The addition energy of a dot holding N electrons is the second difference of its total energy,

A(N) = E(N+1) + E(N−1) − 2E(N) = μ(N+1) − μ(N),

where μ(N) = E(N) − E(N−1) is the chemical potential. It was computed here from separate spin-polarised, exchange-only LDA total energies of a spherical three-dimensional harmonic well of frequency ω with an attractive charge Z = 1 at its centre, in effective atomic units (hartree*, bohr*). Levels are named by radial order, so the oscillator shells n = 0 to 3 are 1s; 1p; 2s and 1d; 2p and 1f. Three sizes are worth remembering: a charging background of about 0.7/r, or 0.4 to 0.65 hartree*, with r the rms radius; a shell gap of 1 to 2 hartree* on top of it; and an exchange bump of about 0.2 hartree* at half filling.

Spin-polarised exchange-only LDA Kohn-Sham results from radks with Libxc for a spherical dot in effective atomic units, with well ω²r²/2, ω = 1.68 hartree* and a central point charge of 1 e. Shells are m-averaged and filled greedily, so a lower state can be missed; levels are named by radial order. Chemical potential is E(N) − E(N−1), addition energy E(N+1) + E(N−1) − 2E(N).

```
electrons  chemical potential (hartree*)  unpaired electrons  rms radius (bohr*)  highest eigenvalue (hartree*)  highest level  addition energy (hartree*)
        1                         0.9663                   1              0.8074                          1.410          1s up                         n/a
        2                          2.165                   0              0.8605                          2.560          1s up                       2.704
        3                          4.869                   1               1.013                          5.185          1p up                      0.6426
        4                          5.511                   2               1.095                          5.839          1p up                      0.6542
        5                          6.166                   3               1.152                          6.492          1p up                      0.8790
        6                          7.045                   2               1.201                          7.331        1p down                      0.5820
        7                          7.627                   1               1.241                          7.924        1p down                      0.5964
        8                          8.223                   0               1.276                          8.521          1p up                       1.704
        9                          9.927                   1               1.328                          10.20          2s up                      0.6246
       10                          10.55                   0               1.373                          10.82          2s up                      0.6514
       11                          11.20                   1               1.413                          11.46          1d up                      0.5063
       12                          11.71                   2               1.448                          11.96          1d up                      0.5043
       13                          12.21                   3               1.480                          12.46          1d up                      0.5011
       14                          12.71                   4               1.509                          12.96          1d up                      0.4973
       15                          13.21                   5               1.536                          13.46        2s down                      0.6485
       16                          13.86                   4               1.562                          14.10        1d down                      0.4715
       17                          14.33                   3               1.587                          14.57        1d down                      0.4707
       18                          14.80                   2               1.610                          15.04        1d down                      0.4687
       19                          15.27                   1               1.632                          15.50        1d down                      0.4660
       20                          15.74                   0               1.653                          15.97          1d up                       1.541
       21                          17.28                   1               1.680                          17.49          1f up                      0.4278
       22                          17.71                   2               1.705                          17.92          1f up                      0.4262
       23                          18.13                   3               1.729                          18.34          1f up                      0.4242
       24                          18.56                   4               1.751                          18.77          1f up                      0.4221
       25                          18.98                   5               1.773                          19.19          1f up                         n/a
```

The filling runs 1s (N = 1–2), 1p (3–8), 2s (9–10), 1d (11–20), 1f (from 21), and the unpaired-electron column shows each p and d shell taking parallel spins first. At N = 2, 8, 10 and 20 the dot is spin-paired and the label "up" is arbitrary. The three large values of A, at N = 2, 8 and 20, sit at closed oscillator shells. The last, 1.541, is smaller than ω = 1.68 itself, so "bare level spacing plus charging" is refuted by the table.

A model with no fitted parameter accounts for most of this. Let all electrons occupy oscillator orbitals of one adjustable length b, and let S be the sum of n + 3/2 over the electrons. Then r² = S b²/N, the kinetic energy is S²/(2N r²) and the well contributes ω²N r²/2. The Coulomb terms are taken from a uniform sphere of radius R = r/√0.6 and all scale as 1/r:

E(r) = S²/(2N r²) + ω²N r²/2 + k/r

k = √0.6 [0.6 N² − 1.5 Z N − 0.577 (N↑^(4/3) + N↓^(4/3))]

The three terms of k are Hartree repulsion, attraction to the centre and spin-resolved LDA exchange, whose coefficient is (3/4)(6/π)^(1/3)(3/4π)^(1/3). The shell index and the spin counts N↑, N↓ are read from the table, so their order is an input and no test. Setting dE/dr = 0 gives

ω²N r² = S²/(N r²) + k/r.

Moving one electron up a shell raises S by one and costs ∂E/∂S = S/(N r²) = 1/b², an effective spacing ω_eff. The stationarity condition turns this into

ω_eff² = ω² − k/(N r³).

Net repulsion (k > 0) swells the dot and softens the spacing; net attraction stiffens it.

For N = 20, S = 2·1.5 + 6·2.5 + 12·3.5 = 60 and k = √0.6 (240 − 30 − 0.577·2·21.54) = 143.4. The condition reads 56.45 r² = 180/r² + 143.4/r, and both sides equal 153.3 at r = 1.648, which is 0.3 % below the tabulated 1.653. With the tabulated radius the spacing is 60/(20·1.653²) = 1.098, about two thirds of ω. The background is c/r with c = 0.722, fitted to the sixteen rows in which electrons N and N+1 enter the same subshell with the same spin (N = 3, 4, 6, 7, 11–14, 16–19, 21–24); N = 20 was not among them. It gives 0.722/1.653 = 0.437, and the sum 1.535 stands against 1.541 in the table.

The same formula explains why N = 2 behaves the other way. There k = √0.6 (2.4 − 3 − 1.15) is negative, the centre and exchange outweigh the Hartree term, and the spacing should exceed ω. The excess of A over the background is indeed 1.11 ω at N = 2, against 0.68 ω at N = 8 and 0.66 ω at N = 20. The centre dominates the first rows: it pulls E(1) to 0.9663 from 1.5 ω = 2.52 in the bare well, and the exact one-electron energy lies somewhat lower still, because LDA exchange leaves part of the electron's self-repulsion uncancelled.

The size of the dot needs both kinetic pressure and repulsion. The model radius is within 0.3 % of the table from N = 4 on and 2.2 % too large at N = 1. Non-interacting oscillator electrons are 21 % too compact at N = 25, and a classical charged droplet 11 %; the growth r ∝ N^0.275 for N ≥ 9 lies between their exponents 1/6 and 1/3. The split of the energy can be checked independently. Hartree, centre and LDA exchange energies all scale as inverse length, so the virial theorem 2T − 2V + W = 0, with V the well energy and W the net Coulomb energy, yields T = 3V − E and W = 2E − 4V from the table. At N = 20 this gives T = 33.25 ± 0.14 against the model's 33.14, and W within 1 %. At N = 1 the model W is −1.39 against −1.75, since a uniform sphere cannot represent density piled up at a point charge; the model energy there is off by 27 % and falls within 1 % only from N = 5.

The background is a charging energy e²/C with a capacitance C that grows with r, but it isn't smooth. At fixed radius the Hartree term alone has curvature 1.2·√0.6/r = 0.93/r; the fitted 0.72/r is lower, in the model mainly because the dot swells as charge is added and partly because exchange is concave in the spin count. The product A·r rises along each of the five same-spin runs and restarts lower at the next. Within the d and f runs A still falls slightly, and within both 1p runs it rises (0.6426 to 0.6542). The model, which knows no angular momentum, reproduces these signs and matches the same-spin rows from N = 11 on to 0.003, so S and the spin counts suffice to produce the pattern. The reading is argued from the formula. The exchange curvature goes as −N_σ^(−2/3), strongest when a spin channel has few electrons, which depresses A at the start of a run; and an electron entering a higher shell adds more to S, swells the dot more and steps A down, as from 0.4660 at N = 19 to 0.4278 at N = 21. At N = 3 the uniform sphere overdoes the depression and A comes out 10 % low.

The bumps at N = 5 and 15 are Hund's-rule exchange. Up to half filling each electron joins the majority spin; the next must enter the minority channel, where the exchange potential, proportional to −n_σ^(1/3) in the spin density n_σ, is shallower. The model's splitting is √0.6·(4/3)·0.577 (N↑^(1/3) − N↓^(1/3))/r, which at N = 15 (10 up, 5 down) is 0.596·0.444/1.536 = 0.172. The table's bump over the mean of the two neighbours is 0.164 there and 0.261 at N = 5, where the model gives 0.291. Setting N↑ = N↓ in the model removes both bumps. The bump shrinks although the number of unpaired spins rises from three to five, because the relative polarisation falls and r grows. Correlation is absent, and it generally weakens spin polarisation, so these bumps are likely on the large side. Orbital averaging also removes multiplets and deformation, which would add structure inside the open shells.

The model fails at N = 8, 9 and 10, as it must, since it holds 2s and 1d degenerate. It overshoots A(8) by 0.230 and undershoots A(9) and A(10), yet the sum of the three, μ(11) − μ(8), is 2.996 against 2.980 in the table. The shell gap is thus intact and is paid in instalments: 2s is reached about 0.2 hartree* early and the rest falls due on the way to 1d. The standard cause is penetration: an s orbital has density at the attractive centre and a d orbital has none, and first-order perturbation theory with an unscreened centre gives about 0.4 hartree*, twice the advance seen; the Hartree field of the inner electrons, repulsive and highest at the centre, favours 1d and takes part of it back. That A(9) also lies above the background fits a second electron sharing one orbital and entering with opposite spin, though how the excess divides between those two is a guess.

The 2s advantage is fragile. At N = 15 the electron just added is 1d up, but the highest level is 2s down, and its eigenvalue 13.46 continues the steps of 0.50 set by 1d up from N = 11, so the two levels appear nearly degenerate: the growing polarisation has lifted minority 2s to the majority d level. The filling search is greedy, and a 2s¹1d⁵ state at N = 14 could lie below the tabulated 2s²1d⁴. Both states are the N = 15 dot less one electron, taken from 1d up or from 2s down, and since those two levels nearly coincide the two states should be almost equal in energy. If it were lower by d, A would change by −d, +2d and −d at N = 13, 14 and 15, but with d near zero the half-filling bump stays essentially at N = 15.

The highest eigenvalue ε exceeds μ in every row and cannot stand in for it. By Janak's theorem μ(N) is the average of ε as the occupation goes from N−1 to N. In LDA the energy is curved along that path, so ε − μ is about half the curvature, A(N−1)/2 within a same-spin run: 0.214 at N = 22 against 0.4278/2. The relation holds to 0.004 rms, close to the rounding of ε for N ≥ 10; at N = 15 the nearly equal 2s down eigenvalue stands in for the 1d up level being filled. For the exact functional ε and μ would coincide, and the gap of 0.444 at N = 1 is plain self-interaction error. The row-by-row comparison stands in the printed output below.

The formulas indicate how neighbouring series should run. With no central charge, k is larger, the N = 2 spike loses its stiffening, and the Hartree field, which flattens the bottom of the well, tends to favour 1d over 2s; the minor closure would then move from N = 10 to 18 and the d half filling from 15 to 13. A stronger centre pulls 2s further down, towards atomic order. A softer well makes repulsion weigh more against confinement, so spikes shrink relative to the background. At larger N both ω_eff and 1/r fall as roughly N^(−1/3). Continuing the present series, 1f would be half filled at N = 27 with a bump somewhat below that of N = 15, provided 2p doesn't intrude as 2s does here.

Numerical output:

```
units hartree*, bohr*; rounding: A 5e-5 (5e-4 if >1), r 5e-4, eps 5e-4 (5e-3 if >10)
max |rebuilt mu - printed mu| 0.0049
 N  r_mod err%  E err% | A      A_mod  diff   | A*r   A-c/r  eps-mu
 1 0.825  +2.2  +26.9 | nan nan +nan | nan +nan 0.444
 2 0.875  +1.7  +13.3 | 2.7040 2.524 -0.180 | 2.327 +1.865 0.395
 3 1.021  +0.8   +4.9 | 0.6426 0.576 -0.067 | 0.651 -0.070 0.316
 4 1.099  +0.3   +2.2 | 0.6542 0.630 -0.024 | 0.716 -0.005 0.327
 5 1.153  +0.1   +0.9 | 0.8790 0.889 +0.010 | 1.013 +0.253 0.326
 6 1.200  -0.1   +0.3 | 0.5820 0.566 -0.016 | 0.699 -0.019 0.286
 7 1.239  -0.2   -0.1 | 0.5964 0.583 -0.013 | 0.740 +0.015 0.297
 8 1.273  -0.2   -0.4 | 1.7040 1.934 +0.230 | 2.174 +1.138 0.298
 9 1.326  -0.1   -0.2 | 0.6246 0.559 -0.065 | 0.829 +0.081 0.273
10 1.371  -0.1   -0.1 | 0.6514 0.503 -0.149 | 0.894 +0.126 0.268
11 1.410  -0.2   -0.2 | 0.5063 0.503 -0.003 | 0.715 -0.004 0.257
12 1.445  -0.2   -0.3 | 0.5043 0.502 -0.002 | 0.730 +0.006 0.251
13 1.477  -0.2   -0.4 | 0.5011 0.499 -0.002 | 0.742 +0.014 0.246
14 1.505  -0.2   -0.5 | 0.4973 0.496 -0.002 | 0.750 +0.019 0.245
15 1.532  -0.2   -0.5 | 0.6485 0.654 +0.006 | 0.996 +0.179 0.248
16 1.558  -0.3   -0.6 | 0.4715 0.470 -0.002 | 0.736 +0.010 0.239
17 1.582  -0.3   -0.6 | 0.4707 0.469 -0.002 | 0.747 +0.016 0.238
18 1.605  -0.3   -0.6 | 0.4687 0.467 -0.002 | 0.755 +0.021 0.237
19 1.627  -0.3   -0.6 | 0.4660 0.464 -0.002 | 0.761 +0.024 0.228
20 1.648  -0.3   -0.7 | 1.5410 1.552 +0.011 | 2.547 +1.104 0.232
21 1.675  -0.3   -0.7 | 0.4278 0.431 +0.003 | 0.719 -0.002 0.211
22 1.700  -0.3   -0.7 | 0.4262 0.429 +0.002 | 0.727 +0.003 0.214
23 1.723  -0.3   -0.7 | 0.4242 0.426 +0.002 | 0.733 +0.007 0.207
24 1.746  -0.3   -0.7 | 0.4221 0.423 +0.001 | 0.739 +0.010 0.213
25 1.767  -0.3   -0.6 | nan nan +nan | nan +nan 0.211
r model: err% N=2,8,20,25 [ 1.7 -0.2 -0.3 -0.3]; rms N>=2 0.5
r non-interacting: err% N=2,8,20,25 [  9.8  -9.3 -19.2 -21. ]; rms N>=2 14.6
r classical droplet: err% N=2,8,20,25 [-36.3 -17.8 -11.5 -10.8]; rms N>=2 18.3
r ~ N^p, N>=9: p=0.275 (free 0.167, classical 0.333)
in-shell A, c/r fit c=0.722 (sphere 0.775): mean -0.9% rms 3.8% worst N=3 +10.8%
in-shell A, classical 1/R: mean +28.0% rms 31.8% worst N=3 +74.6%
in-shell A, model: mean -1.3% rms 2.9% worst N=3 -10.4%
closures N=2,8,20: A-c/r [1.865 1.138 1.104] S/(N r^2) [2.026 1.382 1.098] excess/omega [1.11 0.68 0.66]
half-filled N=5 bump over neighbours: table 0.261 model 0.291 model without spin 0.004
half-filled N=15 bump over neighbours: table 0.164 model 0.172 model without spin -0.000
sum A(8..10): table 2.980 model 2.996; 1st-order centre 2s-1d at N=8 (crude) -0.4
virial N=1: V 0.92 T 1.79(+-0.00) model 1.65; W -1.75 model -1.39
virial N=8: V 18.38 T 12.57(+-0.04) model 12.50; W 11.62 model 11.60
virial N=20: V 77.12 T 33.25(+-0.14) model 33.14; W 87.74 model 87.02
Janak eps(N)-mu(N)-A(N-1)/2 in-shell: rms 0.0038 worst N=7 +0.0062
eps steps N=11..15 [0.5 0.5 0.5 0.5] ; E(1)-1.5*omega -1.554
```
